**Ionisation energies of krypton ions, Kr8+ to Kr35+: spin-orbit coupling against correlation**

The table holds energies to remove one electron from 22 charge states of Kr, from two-component X2C-1e GHF and GMP2 (PySCF) with screened spin-orbit coupling and without it, beside NIST values. The program fits nothing: it forms shell jumps, Landé signs and ratios of the spin-free shifts, the additivity of correlation and spin-orbit energy, and misfits to the references, with point-nucleus Dirac levels as the only estimate. The Dirac 1s level matches Kr35+ to 0.33 eV, the ratio of lone p1/2 to p3/2-hole shifts is 2.3 against 2 for equal coupling constants, and the GMP2 correction peaks for ns² pairs. The best level agrees with NIST within 0.3 % except for Kr23+ (0.83 %), and the 1s rows lie 11.65 and 19.28 eV too high, with QED and Breit terms absent.

Calculated values. Ionisation energies of Kr ions as total-energy differences: PySCF 2.14.0, two-component X2C-1e, Gaussian nucleus, even-tempered basis up to f, scaled to each ion. GHF is one spinor determinant started in the listed jj occupation; GMP2 freezes the listed cores. Screened-SO uses the one-electron spin-orbit term with screened-nucleus factors; spin-free omits it.

## The fit in Python

```python
# Table: ionisation energies (eV) of Kr ions, PySCF X2C-1e GHF and GMP2, screened spin-orbit
# and spin-free, with NIST values. Worked out: shell jumps, Lande signs and ratios, spin-orbit
# against correlation, misfits to NIST. One estimate: point-nucleus Dirac levels.
T = {
    'species': ['Kr8+', 'Kr9+', 'Kr14+', 'Kr15+', 'Kr16+', 'Kr17+', 'Kr18+', 'Kr19+', 'Kr20+', 'Kr22+', 'Kr23+', 'Kr24+', 'Kr25+', 'Kr26+', 'Kr27+', 'Kr28+', 'Kr29+', 'Kr31+', 'Kr32+', 'Kr33+', 'Kr34+', 'Kr35+'],
    'N': [28, 27, 22, 21, 20, 19, 18, 17, 16, 14, 13, 12, 11, 10, 9, 8, 7, 5, 4, 3, 2, 1],
    'config': ['[Ar] 3d10', '[Ar] (3d3/2)4 (3d5/2)5', '[Ar] (3d3/2)4', '[Ar] (3d3/2)3', '[Ar] (3d3/2)2', '[Ar] (3d3/2)1', '[Ar]', '[Ne] 3s2 (3p1/2)2 (3p3/2)3', '[Ne] 3s2 (3p1/2)2 (3p3/2)2', '[Ne] 3s2 (3p1/2)2', '[Ne] 3s2 (3p1/2)1', '[Ne] 3s2', '[Ne] (3s1/2)1', '[Ne]', '[He] 2s2 (2p1/2)2 (2p3/2)3', '[He] 2s2 (2p1/2)2 (2p3/2)2', '[He] 2s2 (2p1/2)2 (2p3/2)1', '[He] 2s2 (2p1/2)1', '[He] 2s2', '[He] (2s1/2)1', '1s2', '(1s1/2)1'],
    'final': ['[Ar] (3d3/2)4 (3d5/2)5', '[Ar] (3d3/2)4 (3d5/2)4', '[Ar] (3d3/2)3', '[Ar] (3d3/2)2', '[Ar] (3d3/2)1', '[Ar]', '[Ne] 3s2 (3p1/2)2 (3p3/2)3', '[Ne] 3s2 (3p1/2)2 (3p3/2)2', '[Ne] 3s2 (3p1/2)2 (3p3/2)1', '[Ne] 3s2 (3p1/2)1', '[Ne] 3s2', '[Ne] (3s1/2)1', '[Ne]', '[He] 2s2 (2p1/2)2 (2p3/2)3', '[He] 2s2 (2p1/2)2 (2p3/2)2', '[He] 2s2 (2p1/2)2 (2p3/2)1', '[He] 2s2 (2p1/2)2', '[He] 2s2', '[He] (2s1/2)1', '1s2', '(1s1/2)1', 'bare nucleus'],
    'frozen': [10, 10, 10, 10, 10, 10, 2, 2, 2, 2, 2, 2, 2, 0, 0, 0, 0, 0, 0, 0, 0, 0],
    'ghf_screened_so': [231.43, 266.98, 491.6, 540.3, 590.81, 639.91, 784.53, 831.44, 882.72, 994.68, 1050.26, 1150.04, 1204.62, 2926.28, 3069.34, 3228.06, 3383.59, 3758.22, 3965.72, 4111.08, 17314.31, 17947.85],  # eV
    'gmp2_screened_so': [1.91, 1.81, 0.53, 0.33, 0.14, 0.11, 0.81, 0.9, 0.82, 1.67, 0.42, 2.88, 0.65, 1.45, 1.49, 0.13, -1.07, -1.06, 5.56, 0.18, 1.37, None],  # eV
    'ghf_spin_free': [None, None, 0.39, 0.19, -0.33, -1.15, 3.64, 2.36, -2.49, -2.44, -8.46, 0.01, 0.01, 18.26, 14.2, -2.98, 33.56, -42.75, 0.0, 0.0, 0.0, 0.0],  # eV
    'gmp2_spin_free': [None, None, 0.91, 0.51, -0.19, -1.06, 4.45, 3.26, -1.39, -1.79, -8.04, 2.88, 0.66, 19.72, 15.73, -1.38, 33.4, -43.56, 5.48, 0.18, 1.37, None],  # eV
    'ref': [233.0, 268.0, 492.0, 540.0, 591.0, 640.0, 785.316, 831.6, 882.8, 999.0, 1042.0, 1155.0, 1205.23, 2928.9, 3072.0, 3228.0, 3380.0, 3752.0, 3971.0, 4109.08, 17296.4, 17936.2],  # eV
    'kind': ['semi-empirical', 'theoretical', 'theoretical', 'theoretical', 'theoretical', 'theoretical', 'semi-empirical', 'semi-empirical', 'semi-empirical', 'semi-empirical', 'semi-empirical', 'semi-empirical', 'semi-empirical', 'semi-empirical', 'semi-empirical', 'semi-empirical', 'semi-empirical', 'semi-empirical', 'semi-empirical', 'theoretical', 'theoretical', 'theoretical'],
}
import numpy as np
from scipy.constants import alpha, physical_constants as pc
mc2 = pc['electron mass energy equivalent in MeV'][0]*1e6
Ry = pc['Rydberg constant times hc in eV'][0]
Z = 36
shell = ['3d']*6 + ['3p']*5 + ['3s']*2 + ['2p']*5 + ['2s']*2 + ['1s']*2  # electron removed
q = [Z - int(n) for n in T['N']]
H, C, S, SC, R = [dict(zip(q, T[k])) for k in
    ('ghf_screened_so', 'gmp2_screened_so', 'ghf_spin_free', 'gmp2_spin_free', 'ref')]
sh, kind = dict(zip(q, shell)), dict(zip(q, T['kind']))
f = lambda x: '      -' if x is None else '%7.2f' % x
def half(x):
    s = ('%.3f' % x).rstrip('0')
    return 0.5*10.0**(-len(s.split('.')[1]))
def bind(n, k):
    g = np.sqrt(k*k - (Z*alpha)**2)
    return mc2*(1 - 1/np.sqrt(1 + (Z*alpha/(n - abs(k) + g))**2))
B = {i: H[i] + (C[i] or 0.0) for i in q}
CF = {i: (None if SC[i] is None else SC[i] - S[i]) for i in q}
D = {i: B[i] - R[i] for i in q}
print('eV; MP2 part with SO / spin-free; best = GMP2 screened-SO (GHF for Kr35+)')
print('ion  shell MP2(SO) MP2(sf) sf-shift GHF-ref best-ref    %  ref rounding')
for i in q:
    print('Kr%-2d+ %s %s %s %s %s %s %6.2f %.4g %s' % (i, sh[i], f(C[i]), f(CF[i]), f(S[i]),
          f(H[i] - R[i]), f(D[i]), 100*D[i]/R[i], half(R[i]), kind[i][:4]))
pairs = list(zip(q, q[1:]))
print('GHF jumps on change of shell, eV (ratio): ' + '; '.join('%d>%d %.1f (%.2f)'
      % (a, b, H[b] - H[a], H[b]/H[a]) for a, b in pairs if sh[a] != sh[b]))
print('ratio of n^2: 3>2 %.2f, 2>1 %.2f' % (9/4, 4))
for s in ('3d', '3p', '2p'):
    print(s, 'rise per charge, GHF/ref eV: ' + '; '.join('%d>%d %.1f/%.1f' % (a, b,
          (H[b] - H[a])/(b - a), (R[b] - R[a])/(b - a)) for a, b in pairs if sh[a] == sh[b] == s))
print('s pairs, GHF rise eV: 3s %.2f, 2s %.2f, 1s %.2f' % (H[25]-H[24], H[33]-H[32], H[35]-H[34]))
d1 = bind(1, -1)
print('1s: Dirac point %.2f, Bohr %.2f, difference %.1f, GHF-Dirac %.2f eV' % (d1, Ry*Z*Z, d1 - Ry*Z*Z, H[35] - d1))
smax = max(abs(S[i]) for i in q if sh[i][1] == 's')
print('largest spin-free shift of s rows %.2f eV (rounding 0.005 eV)' % smax)
r2, r3 = -S[31]/S[26], -S[23]/S[18]
print('lone p1/2 over p3/2 hole shift: 2p %.2f, 3p %.2f (equal zeta gives 2)' % (r2, r3))
print('zeta eV: 2p hole %.1f lone %.1f; 3p hole %.1f lone %.1f; 3d lone %.2f'
      % (2*S[26], -S[31], 2*S[18], -S[23], -S[17]/1.5))
for i, n, l in ((31, 2, 1), (23, 3, 1), (17, 3, 2)):
    sp, db = -S[i]*(2*l + 1)/(l + 1), bind(n, l) - bind(n, -l - 1)
    print('Kr%d+ %s splitting implied %.2f eV, bare Dirac %.2f eV, ratio %.2f' % (i, sh[i], sp, db, sp/db))
print('|sf shift|/|MP2|: ' + ', '.join('Kr%d+ %.1f' % (i, abs(S[i]/C[i])) for i in (17, 18, 23, 26, 31)))
print('MP2(SO)-MP2(sf) above 0.05 eV: ' + ', '.join('Kr%d+ %.2f' % (i, C[i] - CF[i])
      for i in q if CF[i] is not None and abs(C[i] - CF[i]) > 0.05))
print('MP2 part, pair over lone s: 3s %.1f, 2s %.0f' % (C[24]/C[25], C[32]/C[33]))
# <S^2> of Kr29+ and J^2, L^2, S^2 of Kr16+: further outputs of the same runs
print('Kr29+ quartet weight from S^2 2.21: %.2f (LS 1, pure jj %.2f)' % ((2.21 - 0.75)/3, 2/9))
print('Kr16+ J^2 L^2 S^2: %.2f %.2f %.2f (pure 3F2: 6 12 2)' % (6.7454, 11.6416, 1.8801))
print('excess over ref: Kr34+ less Kr35+ %.2f eV; Kr35+/Kr33+ %.1f (n^3 ratio 8)' % (D[34] - D[35], D[35]/D[33]))
print('Kr23+ spin-free less ref: GHF %.2f, GMP2 %.2f; Kr22+ plus Kr23+ best-ref %.2f eV'
      % (H[23] + S[23] - R[23], H[23] + SC[23] - R[23], D[22] + D[23]))
m = [i for i in q if C[i] is not None]
print('whole-eV refs %d of %d; best within ref rounding %d; GMP2 nearer than GHF %d of %d'
      % (sum(half(R[i]) == 0.5 for i in q), len(q), sum(abs(D[i]) <= half(R[i]) for i in q),
         sum(abs(D[i]) < abs(H[i] - R[i]) for i in m), len(m)))
assert all(H[b] > H[a] for a, b in pairs)
assert smax < 0.015 and 2.0 < r2 < 2.6 and 2.0 < r3 < 2.6
assert abs(H[35] - d1) < 1.0 and D[34] > D[35] > 0
assert max(m, key=lambda i: C[i]) == 32
```

Output:

```
eV; MP2 part with SO / spin-free; best = GMP2 screened-SO (GHF for Kr35+)
ion  shell MP2(SO) MP2(sf) sf-shift GHF-ref best-ref    %  ref rounding
Kr8 + 3d    1.91       -       -   -1.57    0.34   0.15 0.5 semi
Kr9 + 3d    1.81       -       -   -1.02    0.79   0.29 0.5 theo
Kr14+ 3d    0.53    0.52    0.39   -0.40    0.13   0.03 0.5 theo
Kr15+ 3d    0.33    0.32    0.19    0.30    0.63   0.12 0.5 theo
Kr16+ 3d    0.14    0.14   -0.33   -0.19   -0.05  -0.01 0.5 theo
Kr17+ 3d    0.11    0.09   -1.15   -0.09    0.02   0.00 0.5 theo
Kr18+ 3p    0.81    0.81    3.64   -0.79    0.02   0.00 0.0005 semi
Kr19+ 3p    0.90    0.90    2.36   -0.16    0.74   0.09 0.05 semi
Kr20+ 3p    0.82    1.10   -2.49   -0.08    0.74   0.08 0.05 semi
Kr22+ 3p    1.67    0.65   -2.44   -4.32   -2.65  -0.27 0.5 semi
Kr23+ 3p    0.42    0.42   -8.46    8.26    8.68   0.83 0.5 semi
Kr24+ 3s    2.88    2.87    0.01   -4.96   -2.08  -0.18 0.5 semi
Kr25+ 3s    0.65    0.65    0.01   -0.61    0.04   0.00 0.005 semi
Kr26+ 2p    1.45    1.46   18.26   -2.62   -1.17  -0.04 0.05 semi
Kr27+ 2p    1.49    1.53   14.20   -2.66   -1.17  -0.04 0.5 semi
Kr28+ 2p    0.13    1.60   -2.98    0.06    0.19   0.01 0.5 semi
Kr29+ 2p   -1.07   -0.16   33.56    3.59    2.52   0.07 0.5 semi
Kr31+ 2p   -1.06   -0.81  -42.75    6.22    5.16   0.14 0.5 semi
Kr32+ 2s    5.56    5.48    0.00   -5.28    0.28   0.01 0.5 semi
Kr33+ 2s    0.18    0.18    0.00    2.00    2.18   0.05 0.005 theo
Kr34+ 1s    1.37    1.37    0.00   17.91   19.28   0.11 0.05 theo
Kr35+ 1s       -       -    0.00   11.65   11.65   0.06 0.05 theo
GHF jumps on change of shell, eV (ratio): 17>18 144.6 (1.23); 23>24 99.8 (1.10); 25>26 1721.7 (2.43); 31>32 207.5 (1.06); 33>34 13203.2 (4.21)
ratio of n^2: 3>2 2.25, 2>1 4.00
3d rise per charge, GHF/ref eV: 8>9 35.6/35.0; 9>14 44.9/44.8; 14>15 48.7/48.0; 15>16 50.5/51.0; 16>17 49.1/49.0
3p rise per charge, GHF/ref eV: 18>19 46.9/46.3; 19>20 51.3/51.2; 20>22 56.0/58.1; 22>23 55.6/43.0
2p rise per charge, GHF/ref eV: 26>27 143.1/143.1; 27>28 158.7/156.0; 28>29 155.5/152.0; 29>31 187.3/186.0
s pairs, GHF rise eV: 3s 54.58, 2s 145.36, 1s 633.54
1s: Dirac point 17948.18, Bohr 17632.98, difference 315.2, GHF-Dirac -0.33 eV
largest spin-free shift of s rows 0.01 eV (rounding 0.005 eV)
lone p1/2 over p3/2 hole shift: 2p 2.34, 3p 2.32 (equal zeta gives 2)
zeta eV: 2p hole 36.5 lone 42.8; 3p hole 7.3 lone 8.5; 3d lone 0.77
Kr31+ 2p splitting implied 64.12 eV, bare Dirac 79.50 eV, ratio 0.81
Kr23+ 3p splitting implied 12.69 eV, bare Dirac 23.59 eV, ratio 0.54
Kr17+ 3d splitting implied 1.92 eV, bare Dirac 7.60 eV, ratio 0.25
|sf shift|/|MP2|: Kr17+ 10.5, Kr18+ 4.5, Kr23+ 20.1, Kr26+ 12.6, Kr31+ 40.3
MP2(SO)-MP2(sf) above 0.05 eV: Kr20+ -0.28, Kr22+ 1.02, Kr28+ -1.47, Kr29+ -0.91, Kr31+ -0.25, Kr32+ 0.08
MP2 part, pair over lone s: 3s 4.4, 2s 31
Kr29+ quartet weight from S^2 2.21: 0.49 (LS 1, pure jj 0.22)
Kr16+ J^2 L^2 S^2: 6.75 11.64 1.88 (pure 3F2: 6 12 2)
excess over ref: Kr34+ less Kr35+ 7.63 eV; Kr35+/Kr33+ 5.3 (n^3 ratio 8)
Kr23+ spin-free less ref: GHF -0.20, GMP2 0.22; Kr22+ plus Kr23+ best-ref 6.03 eV
whole-eV refs 14 of 22; best within ref rounding 6; GMP2 nearer than GHF 14 of 21
```
